## Results and discussion

The energy over the lowest form listed is the difference in total energy per atom between a relaxed cell of CdS$_3$ and the best cell in the same table. It comes from density-functional calculations with a gradient-corrected functional, in which cell and atoms were relaxed while the symmetry of the starting structure was kept. A value of zero therefore marks the best of these six forms, which need not be the ground state of the compound. All six started from invented cells, made by swapping species into another compound's structure type or by placing atoms at random, and most such cells are unknown in nature.

Relaxed forms of CdS$_3$, calculated with Ansatz 0.2.0 using scalar-relativistic density-functional theory (PBE, PAW, plane-wave cutoff 420 eV), without spin polarization or a dispersion correction. Cell and atoms were relaxed with the symmetry of the start kept, and energies are extrapolated to zero smearing.

```csv
space group number,found from,atoms in cell,volume per atom (Å³),closest atoms (Å),energy over the lowest form listed (meV/atom)
194,swapped species,8,19.21,2.610,0
194,swapped species,8,35.05,2.100,118
123,swapped species,4,22.93,2.820,276
225,random sites,4,18.08,2.860,278
221,swapped species,4,18.54,2.970,336
191,random sites,4,24.80,2.490,391
```

The energies spread over almost 400 meV/atom. No error bar was determined for these six forms, but the data makers' tests on other systems suggest that energies of metals are good to about 4 meV/atom. On that scale the third and fourth forms, at 276 and 278 meV/atom, are a tie. The other steps, of 55 meV/atom or more, are far larger and call for a cause. Three candidates are dense packing, bonds between sulfur atoms, and the freedom that the symmetry leaves the atoms to choose their distances.

### Dense packing

Density is the tempting answer, because a compact structure brings more neighbours into reach of each atom. The table contradicts it at both ends. The densest form lies 278 meV/atom above the lowest, while the most open one, with 35 Å$^3$ per atom, comes second. The rank correlation between volume and energy is −0.14, which for six forms amounts to no order at all.

The reason is that volume counts neighbours without asking which they are or how far away they should be. Sulfur binds sulfur at a little over 2 Å, and cadmium binds sulfur at roughly 2.5 Å. A dense cell can miss both lengths, and an open one can meet one of them exactly.

### Bonds between sulfur atoms

A formula with three sulfur atoms to one cadmium suggests that sulfur should bind to itself. If the closest distance in the cell is taken as a sign of such bonds, the idea looks good at first. Over the five lowest forms the rank correlation between closest distance and energy is 0.9. With the highest form included it falls to 0.3.

The highest form fails because its closest distance, 2.49 Å, belongs to a different pair. Its symmetry places cadmium and sulfur alternately along one axis, so this is a Cd–S contact. The shortest S–S distance there is about 2.77 Å, too long for a normal bond. Even that corrected value doesn't rescue the idea, for it is shorter than any S–S distance in the three forms just below it in energy.

The stronger objection comes from the two lowest forms. They have the same space group, and their atoms occupy the same kinds of site, so each can in principle be deformed continuously into the other. Yet they are very different solids, and the one with proper sulfur bonds is the less stable.

### Two solutions of one geometry

In the second form the closest distance is 2.10 Å, a normal S–S bond length. The sulfur layers are more than 3 Å apart, so this bond must lie within a layer, and the threefold axis repeats it into a closed triangle. The form thus consists of S$_3$ rings with cadmium between them. It is the only one of the six with a band gap, 0.94 eV in this calculation, as suits a solid whose sulfur electrons are paired in bonds.

Cadmium pays for these rings. If their corners point at cadmium, the nearest Cd–S distance is about 2.8 Å; if their edges face it, the distance is about 3.6 Å. The structure type from which the cell was started has the second arrangement. To turn the corners towards cadmium, the three sulfur atoms of a ring would have to pass through one point on its axis, so the longer distance is expected. At that distance cadmium has hardly any bond to sulfur.

The lowest form packs the same atoms into little more than half the volume. Its closest distance is 2.61 Å, and the next can be worked out from the geometry. Let $a$ be the edge of the hexagonal base, $c$ the height of the cell and $d$ the closest distance. Each sulfur atom lies, seen from above, on the line between the axis of a sulfur column and the axis of a cadmium column, which are $a/\sqrt{3}$ apart. Its nearest neighbours in both columns sit half a cell higher or lower. Those in the sulfur column are turned by 60° about its axis, so their horizontal distance from the atom equals the atom's own distance from that axis.

With the edges of the relaxed cell, $a = 7.098$ Å and $c = 3.523$ Å, the horizontal part of the closest contact is

$$\sqrt{d^2-(c/2)^2}=\sqrt{2.610^2-1.7615^2}\approx 1.926\ \text{Å}.$$

The axes are $7.098/\sqrt{3}\approx 4.098$ Å apart, which leaves $4.098-1.926=2.172$ Å on the other side. The second contact is then

$$\sqrt{2.172^2+1.7615^2}\approx 2.80\ \text{Å}.$$

One of these two lengths is Cd–S and the other S–S. The distances alone don't tell which, but the conclusion is the same either way. Each cadmium atom has six sulfur neighbours at 2.6 or 2.8 Å, and no two sulfur atoms are close enough for a normal bond. The rounding of the edges and of the closest distance leaves this result good to about a hundredth of an ångström.

The two forms therefore make opposite choices. One gives cadmium its sulfur neighbours and leaves sulfur with stretched S–S contacts only; the other makes normal S–S bonds and probably isolates cadmium. The calculation puts the first choice ahead by 118 meV/atom, or $4\times0.118\approx0.47$ eV per CdS$_3$.

Why the balance falls this way can be argued from ordinary chemistry. A three-membered ring forces bond angles of 60°, whereas sulfur in its stable eight-membered rings has angles above 100°. The number of S–S bonds per atom is the same in both rings, so the small ring gains no extra bond for its strain. It probably also gives up most of the attraction between cadmium and sulfur. The calculation doesn't split the energy into these parts, and their separate sizes remain unknown.

The missing dispersion correction matters most at this point. The ring form is open and probably held together by weak forces, which this functional describes poorly. A correction would change its volume and could change the 118 meV/atom, by an amount that has not been tested. The correction is missing from all six calculations, so the other energy differences are open to this doubt as well. None of the runs reported a warning of weak binding itself; the general caution for such forms comes from the data makers' tests on other systems, and doesn't show how large the effect is here.

### Freedom to choose two distances

The third explanation starts from the fact that CdS$_3$ needs two different bond lengths. In the three highest forms of the table, from 278 meV/atom upwards, symmetry fixes every atom at a special point of the cell. Only the size of the cell, and in the hexagonal case its shape, can relax. This ties the distances to one another.

The highest form shows the consequence clearly. In its mixed layer the S–S distance and the Cd–S distance are both $a/\sqrt{3}$, about 2.77 Å. Shrinking the layer until sulfur could bind to sulfur would press six sulfur atoms against each cadmium at the same short distance. The cell has to settle for a compromise that is too long for an S–S bond. The two cubic forms are locked in the same way, with a common distance of 2.86 Å in one and 2.97 Å in the other.

The three lower forms each end with one coordinate that symmetry leaves free, so S–S and Cd–S distances can part. The lowest began with two and relaxed into a more symmetric arrangement. A simple model gives one energy to forms with such a coordinate and another to forms without. Fitted by least squares to all six rows, it returns the two group means, 131 and 335 meV/atom. The direction is the expected one.

The support is modest, however. When each form is predicted from the other five, the typical error is 130 meV/atom, against 160 for a plain average and 151 for a straight line in the closest distance. The two groups also meet at the tie between the third and fourth forms, so a small change could make them overlap. Six forms that differ in many other ways can't establish the cause. They are also a selection: runs that failed or met a known fault of the program were left out, as were some with graver warnings, and the missing forms might have changed the group means.

The third form shows why freedom is not enough. It has a free coordinate, yet its closest distance is 2.82 Å and its energy is that of a locked cell. The coordinate changes only the height of two sulfur atoms. The short edge of the cell, about 2.8 Å, still gives every atom four neighbours of its own kind at that distance. Symmetry would allow an upright S–S pair, but the pair would have to straddle a layer of sulfur or cadmium. With the short edge as it is, four atoms of that layer would crowd each end of the pair at about 2.3 Å. A wider cell could make room, but a relaxation moves downhill to the nearest resting point and doesn't search for distant arrangements. Nor does freedom always lead to normal S–S bonds: the lowest form could have formed rings, but came to rest without them at a lower energy than the ring form.

Nor does the model explain the order among the locked cells. The highest form has eight Cd–S contacts per cadmium, two of them at a normal bond length, and still lies above both cubic forms. One of its three sulfur atoms sits between two cadmium atoms with no sulfur nearby, which may be what makes it costly. That is a guess, and a calculation in which this atom is free to move sideways would test it.

### What the ranking is worth

The numbers reject density and show that S–S bonds alone don't decide. They are compatible with the idea that locked distances are costly, without proving it. For a similar compound, a question worth asking is how many different bond lengths the formula demands and whether the symmetry of the cell can supply them separately.

Plain cadmium sulfide, CdS, makes the contrast. It needs only Cd–S bonds, so a single length suffices, and the zinc-blende structure provides it although every atom there is fixed by symmetry. On the third explanation, fixed positions needn't do harm by themselves; the cost arises when two needs compete for one distance, as they do in CdS$_3$.

For practical purposes the whole table lies high. Even the lowest form is 0.373 eV/atom above solid cadmium and sulfur. Cadmium sulfide lies below these elements by roughly 1.6 eV per CdS, a rounded recalled value. Relative to CdS and leftover sulfur, the lowest form is thus too high by about $(4\times0.373+1.6)/4\approx0.8$ eV/atom. That mixture meets both needs in separate solids, so none of these cells is a sensible target for synthesis.

The ranking could still change if the symmetry were lifted. Any of the six may be a saddle point, from which a small distortion leads to a lower energy, and the locked cells may have the most to gain. Magnetic states were also excluded from the start. Repeating the relaxations in larger cells, with sulfur atoms slightly displaced towards one another, would be the direct test of the explanation by locked distances.
